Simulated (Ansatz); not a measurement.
## Ag: pressure and energy above lowest point as volume per atom varies

All results are calculated (Ansatz 0.2.0 development build). Equation of state of a cubic crystal from periodic Kohn-Sham density functional theory without spin; pressure corrected for the finite basis.

Cell of the first row (space group Fm-3m, No. 225):
```
Ag
1.0
      0.0000     2.0458     2.0458
      2.0458     0.0000     2.0458
      2.0458     2.0458     0.0000
Ag
1
Direct
  0.00000 0.00000 0.00000
```

Settings of every row: formula Ag; structure type fcc; functional PBE; spin treatment none; k mesh 23x23x23; occupation method fermi-dirac; occupation width 0.061225619 eV; wave cutoff 480 eV; datasets hand-made PAW; density cutoff ratio 4.

Limits: the SCF threshold is loose for a stress in some rows.

| row | volume per atom (Å³) | pressure (GPa) | energy above lowest point (meV/atom) |
| --- | --- | --- | --- |
| 1 | 17.126 | 4.239 | 9.18 |
| 2 | 17.483 | 2.014 | 2.28 |
| 3 | 17.839 | 0.074 | 0 |
| 4 | 18.196 | ? | ? |
| 5 | 18.553 | -3.098 | 7.05 |
| 6 | 18.91 | -4.385 | 15.42 |

Question: what pressure and energy above lowest point should row 4 give?

Worked fit of pressure. Take u = (V_r/V)^(2/3) − 1 with V_r = 17.839 Å³ an atom, which is twice the finite (Eulerian) strain; such expansions in the strain, on which the Birch-Murnaghan equation of state is built, carry the rest volume and the bulk modulus. The shown rows have u = 0.02757, 0.01353, 0, -0.02582, -0.03812. Least squares give pressure = 0.0759 + 136.613 × u + 517.41 × u² GPa; a straight line predicts inner rows, each left out in turn, worse (root mean square 0.25 against 0.0097 GPa). The rows lie off it by 0.003, -0.005, -0.002, 0.009, -0.005 (root mean square 0.0054 GPa). The pressure vanishes at u = -0.0006, or V = 17.85 Å³ an atom, and there the bulk modulus at fixed shape and fractions is B = −V dP/dV = (2/3)(1 + u) dP/du = 90.6 GPa. The withheld row has u = -0.01312, so the fit gives 0.0759 + 136.613 × (-0.01312) + 517.41 × (-0.01312)² = -1.627 GPa.

The calculation gave -1.62 GPa. The fit lies 0.007 GPa (0.081 % of the column's range) below it; its largest miss of a shown row is 0.009 GPa.

Worked fit of energy above lowest point. Take u = (V_r/V)^(2/3) − 1 with V_r = 17.839 Å³ an atom, which is twice the finite (Eulerian) strain; such expansions in the strain, on which the Birch-Murnaghan equation of state is built, carry the rest volume and the bulk modulus. The shown rows have u = 0.02757, 0.01353, 0, -0.02582, -0.03812. Least squares give energy above lowest point = 0.017 + 21.46 × u + 11210.5 × u² meV/atom; a straight line predicts inner rows, each left out in turn, worse (root mean square 5.4 against 0.13 meV/atom). The rows lie off it by 0.05, -0.08, -0.02, 0.11, -0.07 (root mean square 0.073 meV/atom). Its lowest point lies at u = -0.0010, or V = 17.86 Å³ an atom, and the curvature there gives the bulk modulus at fixed shape and fractions, B = (4/9)(1 + u)² E″(u)/V = 89.2 GPa. The withheld row has u = -0.01312, so the fit gives 0.017 + 21.46 × (-0.01312) + 11210.5 × (-0.01312)² = 1.67 meV/atom.

The calculation gave 1.76 meV/atom. The fit lies 0.09 meV/atom (5.1 % of the value, 0.58 % of the column's range) below it; its largest miss of a shown row is 0.11 meV/atom.
